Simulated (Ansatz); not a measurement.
# Second-shell Cr–Cr exchange and ordering temperature of ferromagnetic CrIr3 under isotropic strain (PBEsol)

Calculated are the exchange couplings J between Cr atoms in Cu3Au-type CrIr3, and the ordering temperatures that follow from them, at isotropic strains from −4 % to +4 % against the unstrained cell. Positive J favours parallel moments. The problem is to find how the coupling at 5.39 Å and the ordering temperature respond to the change of length, and to estimate the coupling at −1 %. The answer matters for magnets under pressure and, less directly, for films strained by a substrate: it tells whether squeezing or stretching the lattice strengthens the magnetic order. The level is PBEsol without U, and the comparison is between strains within that level, not with a measured temperature.

## Set-up

One crystal, CrIr3 (Cu3Au-type, Pm-3m), in a magnetic cell of 4 atom(s), 1 counted as magnetic (Cr), from cells of the Materials Project database (relaxed there by DFT); atoms are fixed and move with the cell. Ansatz 0.2.0, plane waves with the earlier PAW datasets of its set soft_1, cutoff 420 eV, collinear spins without spin-orbit coupling, Fermi-Dirac smearing of 0.1 eV. The k mesh is 10×10×10 and the sums for the couplings run over 10×10×10. Functional: PBEsol without U. Every run keeps the ferromagnetic pattern of signs of the first run. The couplings are taken at constrained moments: the directions are held and the rest of the density and field relaxes in linear response. Runs that did not converge or carry a known fault are not listed.

Notes on method and selection:

- J is defined by E = -sum over ordered pairs (each pair twice) of J e_i.e_j with unit vectors e, a classical Heisenberg model without biquadratic or multi-spin terms, so J > 0 favours parallel moments and the moment's size is inside J.
- All temperatures are for classical unit spins; for spin S a quantum mean-field treatment is higher by (S+1)/S. Mean field neglects fluctuations and lies above the Tyablikov (random-phase) and Monte Carlo values.
- Other collinear patterns were tried only in the unstrained cell, and the strained cells were started from the ferromagnetic pattern alone, so the state need not be the true ground state; spin-orbit coupling is left out.
- The mean-field temperature is left blank where it belongs to another wavevector than in the first run.
- Ansatz's own search for a lower self-consistent state was switched off in these runs, so a run may rest in a state that is not the lowest for its pattern of moments.
- Where several measured values exist, one near their median is shown, and none where they scatter widely or belong to another phase or kind of order.
- The shells shown are the strongest of the first run whose pairs agree within a shell.
- Runs that did not converge, have known faults or may not be shown are not listed, and runs on Ansatz's PAW sets soft_1 and soft_2 are kept to separate tables.

Columns:

- strain (%): isotropic strain (all lengths scaled alike), change of length against the unstrained cell.
- moment (μB): largest spin moment inside an atomic sphere.
- pair length (Å): mean length of the pairs that lie 5.39 Å apart in the first cell.
- gap on mesh (eV): band gap on the run's k mesh by the count of bands (negative: bands overlap, a metal).
- Tyablikov T (K): Tyablikov (random-phase) ordering temperature from the same couplings.
- J at 5.39 Å (meV): mean J of the Cr–Cr pairs that lie 5.39 Å apart in the first cell (12 such neighbours an atom).
- J at 3.81 Å (meV): mean J of the Cr–Cr pairs that lie 3.81 Å apart in the first cell (6 such neighbours an atom).
- mean-field T (K): mean-field ordering temperature, 2/(3 kB) times the largest J(q) over wavevectors and sublattice modes.

Input lines of one member:

```
magnetization:
  spin_polarized: true
kpoints:
  mp_grid: { grid: [10, 10, 10] }
  band_path:
    path:
      - [0.0, 0.0, 0.0]
      - [0.0, 0.5, 0.0]
      - [0.5, 0.5, 0.0]
      - [0.0, 0.0, 0.0]
      - [0.5, 0.5, 0.5]
      - [0.0, 0.5, 0.0]
      - [0.5, 0.5, 0.5]
    npoints: 11
hamiltonian:
  xc: pbesol
  pseudopotentials: { kind: paw, azcp: { folder: soft_1 }, xc_functional: pbe }
scf:
  occupations: { method: fermi_dirac, width: 0.1 }
  lower_state_search: "off"
output:
  write_bands: true
  eigenstates:
    nscf_kmesh: { grid: [10, 10, 10] }
    top_band: c66
    exchange_couplings: { magnetic: [{ species: Cr }] }
```

Command (options for logging and memory left out): `ansatz run input.yaml`

## Data

| member | strain (%) | moment (μB) | pair length (Å) | gap on mesh (eV) | Tyablikov T (K) | J at 5.39 Å (meV) | J at 3.81 Å (meV) | mean-field T (K) |
| --- | --- | --- | --- | --- | --- | --- | --- | --- |
| −4 % | −4 | 1.21 | 5.178 | −3.44 | 496 | 4.25 | 5.883 | 626 |
| −2 % | −2 | 1.42 | 5.286 | −3.08 | 585 | 5.03 | 6.309 | 728 |
| −1 % | −1 | 1.53 | ? | −2.92 | ? | ? | ? | ? |
| +0 % | 0 | 1.64 | 5.394 | −2.81 | 640 | 5.63 | 6.533 | 797 |
| +1 % | 1 | 1.75 | 5.448 | −2.69 | 655 | 5.86 | 6.590 | 818 |
| +2 % | 2 | 1.86 | 5.502 | −2.55 | 662 | 6.05 | 6.620 | 830 |
| +4 % | 4 | 2.10 | 5.610 | −2.30 | 645 | 6.33 | 6.602 | 828 |

Cells marked ? are withheld until the estimate has been made.

## Interpretation

The coupling at 5.39 Å rises in every step of expansion shown, but ever more slowly. Its slope is (5.03 − 4.25) / 2 = 0.39 meV per % between −4 % and −2 %, and (6.33 − 6.05) / 2 = 0.14 meV per % between +2 % and +4 %.

Two opposed effects can account for this. Expansion narrows the Cr d bands and lets the moment grow, and the moment's size is contained in J. From −4 % to +4 % the squared moment grows by a factor of (2.10 / 1.21)² = 3.01, whereas J grows only by a factor of 6.33 / 4.25 = 1.49. The coupling per squared moment therefore falls to 1.49 / 3.01 = 0.50 of its value. A weakening of this kind is expected when longer bonds reduce the hopping between Cr and Ir. In this structure an Ir atom sits at the midpoint of each 5.39 Å pair, which gives a straight Cr–Ir–Cr path and makes a strong coupling at that distance plausible.

Of the two shells shown, this one also weighs more in the mean-field temperature. In the unstrained cell its 12 neighbours supply 12 × 5.63 = 67.6 meV, against 6 × 6.533 = 39.2 meV from the shell at 3.81 Å.

Among the strains shown, both temperatures are highest at +2 %. From there to +4 % the mean-field value is almost flat (830 to 828 K), although the sum over the two shells still rises by 12 × (6.33 − 6.05) − 6 × (6.620 − 6.602) = 3.3 meV. Couplings outside these shells must offset that gain. The Tyablikov temperature drops more, from 662 to 645 K, because it gives soft spin waves more weight, and the computed spin-wave stiffness falls under strong expansion.

The absolute temperatures are less secure than their course with strain: a second evaluation of the couplings in the unstrained cell gives clearly lower ones.

## Estimating the withheld member

Plain estimates from the members shown:

- −1 %, straight-line interpolation between −2 % and +0 %: w = (−1 − (−2)) / (0 − (−2)) = 0.500, so 5.03 + 0.500 × (5.63 − 5.03) = 5.33 meV

The straight line between −2 % and 0 % gives 5.33 meV. Since the slope falls steadily with expansion, the curve bends downward and its midpoint lies above this chord. The size of the bend follows from the second differences at a spacing of 2 %:

- at −2 %: 4.25 − 2 × 5.03 + 5.63 = −0.18 meV
- at 0 %: 5.03 − 2 × 5.63 + 6.05 = −0.18 meV

For a smooth curve the midpoint lies above the chord by one eighth of the mean second difference, with its sign reversed: 0.18 / 8 = 0.02 meV. The estimate is 5.33 + 0.02 = 5.35 meV.

The same route can be tried at +1 %. The chord there gives (5.63 + 6.05) / 2 = 5.84 meV, and the second differences at 0 % and +2 %, −0.18 and −0.14 meV, add 0.16 / 8 = 0.02 meV. The result, 5.86 meV, agrees with the table.

A harder trial passes a cubic through the rows at −4, −2, +2 and +4 % to recover the unstrained value: (4 × (5.03 + 6.05) − (4.25 + 6.33)) / 6 = 5.62 meV, against 5.63 meV in the table.

The moment at −1 %, 1.53 μB, equals the mean of its neighbours, (1.42 + 1.64) / 2, so it gives no sign of a jump to another magnetic state and no reason for a further shift. The miss of the harder trial, together with the rounding of the inputs, sets the error at 0.01 meV.

**Committed estimate, −1 %: J at 5.39 Å = 5.35 ± 0.01 meV.**

## How the estimate fared

| member | strain (%) | moment (μB) | pair length (Å) | gap on mesh (eV) | Tyablikov T (K) | J at 5.39 Å (meV) | J at 3.81 Å (meV) | mean-field T (K) |
| --- | --- | --- | --- | --- | --- | --- | --- | --- |
| −1 % | −1 | 1.53 | 5.340 | −2.92 | 617 | 5.36 | 6.441 | 767 |

| member | estimate | J at 5.39 Å (meV) | computed | estimate − computed | miss in error bars |
| --- | --- | --- | --- | --- | --- |
| −1 % | committed | 5.35 | 5.36 | −0.01 | 1.0 |
| −1 % | interpolation | 5.33 | 5.36 | −0.03 |  |

The computed coupling is 5.36 meV. The estimate of 5.35 meV misses it by 0.01 meV, exactly one error bar, while the straight-line interpolation misses by 0.03 meV.

The curvature argument held. The coupling lies above the chord between −2 % and 0 %, as a slope that falls with expansion requires. The correction of 0.02 meV was slightly small, but the remaining difference is at the level of the printed rounding and needs no physical cause.

The result also fits the picture of two opposed effects. The coupling per squared moment is 5.03 / 1.42² = 2.49 meV/μB² at −2 %, 5.36 / 1.53² = 2.29 at −1 % and 5.63 / 1.64² = 2.09 at 0 %, so it falls evenly while the moment grows. This supports a smooth change within one magnetic state. It does not identify weaker Cr–Ir hopping as the cause of the fall, since a successful interpolation would follow from any smooth mechanism.

## Exceptions

No strain stands out from a smooth curve. Against a straight line fitted to all seven rows, −4 % and +4 % lie lowest, each by roughly 0.2 meV, and the rows between lie above it. That pattern is the downward bend of the whole series, not a fault of the two end members.

## What to take away

From −4 % to +4 % the coupling at 5.39 Å grows with length at a falling rate, and a point midway between rows 2 % apart can be estimated to about 0.01 meV if the bend is included.

Near zero strain the Tyablikov temperature changes by (655 − 617) / 2 = 19 K per % of length. One per cent of length is about 3 % of volume, so a volume reduction of 1 % lowers it by about 6 K, or 1 %. This rate does not carry over to large expansion, where the temperature falls again.

Two omissions limit the absolute temperatures. Quantum spins would raise the mean-field temperature by (S+1)/S. With S taken as half the unstrained moment in μB, about 0.8, the factor is (0.8 + 1) / 0.8 = 2.25, which outweighs the whole spread with strain. In the opposite direction, the Cr moment shrinks in the antiferromagnetic patterns tried without strain, so a model with moments of fixed length may overestimate the ordering temperature, by an amount these data do not fix.

[Logs are printed without paths, hosts, clocks, repeated set-up lines and the standing remarks that a program may print on its own settings, such as how far it seeks lower states.]
